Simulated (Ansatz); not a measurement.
## C: pressure and energy change per atom as volume scale varies

Plane-wave DFT, scalar-relativistic PAW made under PBE with cores redone for the functional, no dispersion; the given relaxed cell is scaled uniformly, energy at zero smearing counts from the unscaled cell, pressure at the given Fermi-Dirac smearing is positive in compression. The results are calculated, by Ansatz 0.2.0.

The cell before it is scaled or strained (space group Fd-3m, No. 227):
```
cell vectors (Å)
   0.0000     1.7987     1.7987
   1.7987     0.0000     1.7987
   1.7987     1.7987     0.0000
atoms (fractions of the cell vectors)
C   0.50000  0.50000  0.50000
C   0.75000  0.75000  0.75000
```

Settings of every row: spin polarised no; functional BLYP; wave cutoff 420 eV; smearing width 0.05 eV; k mesh 13x13x13.

Atom starting moment: 0 on all atoms.

Limits: all rows lie far from zero pressure; the cell comes from a prototype or a list of computed structures and needn't be the stable phase.

| row | volume scale | V (Å³/atom) | pressure (GPa) | energy change per atom (meV) |
| --- | --- | --- | --- | --- |
| 1 | 0.88 | 5.121 | 65.9 | 130.01 |
| 2 | 0.92 | 5.354 | 39.6 | 53.97 |
| 3 | 0.96 | 5.587 | 17.92 | 12.61 |
| 4 | 1.04 | 6.052 | ? | ? |
| 5 | 1.08 | 6.285 | -27.02 | 41.79 |
| 6 | 1.12 | 6.518 | -37.1 | 88.59 |

Question: what pressure and energy change per atom should row 4 give?

Worked fit of pressure. Take u = (V_r/V)^(2/3) − 1 with V_r = 5.587 Å³ an atom, which is twice the finite (Eulerian) strain; such expansions in the strain, on which the Birch-Murnaghan equation of state is built, carry the rest volume and the bulk modulus. The shown rows have u = 0.05978, 0.02881, 0, -0.07548, -0.09765. Least squares give pressure = 17.918 + 711.14 × u + 1519 × u² GPa; a straight line predicts inner rows, each left out in turn, worse (root mean square 4 against 0.1 GPa). The rows lie off it by 0.04, -0.07, 0.00, 0.08, -0.06 (root mean square 0.057 GPa). The pressure vanishes at u = -0.0267, or V = 5.819 Å³ an atom, and there the bulk modulus at fixed shape and fractions is B = −V dP/dV = (2/3)(1 + u) dP/du = 409 GPa. The withheld row has u = -0.0519, so the fit gives 17.918 + 711.14 × (-0.0519) + 1519 × (-0.0519)² = -14.90 GPa.

The calculation gave -14.8 GPa. The fit lies 0.10 GPa (0.097 % of the column's range) below it; its largest miss of a shown row is 0.08 GPa.

Worked fit of energy change per atom. Take u = (V_r/V)^(2/3) − 1 with V_r = 5.587 Å³ an atom, which is twice the finite (Eulerian) strain; such expansions in the strain, on which the Birch-Murnaghan equation of state is built, carry the rest volume and the bulk modulus. The shown rows have u = 0.05978, 0.02881, 0, -0.07548, -0.09765. Least squares give energy change per atom = 12.634 + 924.72 × u + 17415.3 × u² meV; a straight line predicts inner rows, each left out in turn, worse (root mean square 46 against 0.34 meV). The rows lie off it by -0.14, 0.24, -0.02, -0.27, 0.19 (root mean square 0.19 meV). Its lowest point lies at u = -0.0265, or V = 5.817 Å³ an atom, and the curvature there gives the bulk modulus at fixed shape and fractions, B = (4/9)(1 + u)² E″(u)/V = 404 GPa. The withheld row has u = -0.0519, so the fit gives 12.634 + 924.72 × (-0.0519) + 17415.3 × (-0.0519)² = 11.55 meV.

The calculation gave 11.15 meV. The fit lies 0.40 meV (3.6 % of the value, 0.34 % of the column's range) above it; its largest miss of a shown row is 0.27 meV.
